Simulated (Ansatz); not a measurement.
# A series in volume scale on C

Results calculated with Ansatz 0.2.0, not measured. Free energy against uniform scaling of the volume at fixed shape and fractions; periodic cell, basis, potentials, k mesh and filling as listed.

The cell before it is scaled or strained (space group R-3m, No. 166):
```
cell vectors (Å)
   1.2332     0.7120     8.2826
  -1.2332     0.7120     8.2826
   0.0000    -1.4240     8.2826
atoms (fractions of the cell vectors)
C   0.91283  0.91283  0.91283
C   0.24615  0.24615  0.24615
C   0.75385  0.75385  0.75385
C   0.08717  0.08717  0.08717
```

Settings of every row: functional r2SCAN; dispersion none; potentials PAW; wave cutoff 550 eV; density cutoff 2200 eV; k mesh 11x11x11; k shift 0x0x0; occupations fermi dirac; smearing width 0.1 eV; spin none.

Limits: a layered crystal: even scaling strains the bonds within the layers, so this curve is stiffer than the crystal under pressure; the cell comes from a prototype or a list of computed structures and needn't be the stable phase.

```csv
row,volume scale,V (Å³/atom),pressure (GPa),energy above lowest point (meV/atom)
1,0.9,9.818,25.16,68
2,0.925,10.091,16.82,32.5
3,0.95,10.363,9.4,10.3
4,0.975,10.636,?,?
5,1,10.909,-3.09,0.4
6,1.025,11.181,-8.34,10.2
7,1.05,11.454,-13.02,28.4
8,1.075,11.727,-17.18,54.2
9,1.1,12,-20.9,86.7
```

Question: what pressure should row 4 give?

Worked fit of pressure. Take u = (V_r/V)^(2/3) − 1 with V_r = 11.045 Å³ an atom, which is twice the finite (Eulerian) strain; such expansions in the strain, on which the Birch-Murnaghan equation of state is built, carry the rest volume and the bulk modulus. The shown rows have u = 0.08167, 0.06207, 0.04341, 0.00829, -0.00813, -0.02395, -0.03916, -0.05379. Least squares give pressure = −5.792 + 318.58 × u + 716.7 × u² + 285 × u³ GPa; a parabola predicts inner rows, each left out in turn, worse (root mean square 0.025 against 0.015 GPa). The rows lie off it by 0.00, 0.01, -0.01, 0.01, -0.01, -0.01, 0.01, 0.00. The pressure vanishes at u = 0.0175, or V = 10.76 Å³ an atom, and there the bulk modulus at fixed shape and fractions is B = −V dP/dV = (2/3)(1 + u) dP/du = 233 GPa. Letting shape and atoms relax would as a rule lower it, by much in layered, chain or molecular crystals. The withheld row has u = 0.02547, so the fit gives −5.792 + 318.58 × (0.02547) + 716.7 × (0.02547)² + 285 × (0.02547)³ = 2.79 GPa.

The calculation gave 2.79 GPa. The fit meets it to the printed digit.

The other values of row 4: energy above lowest point 0 meV/atom.
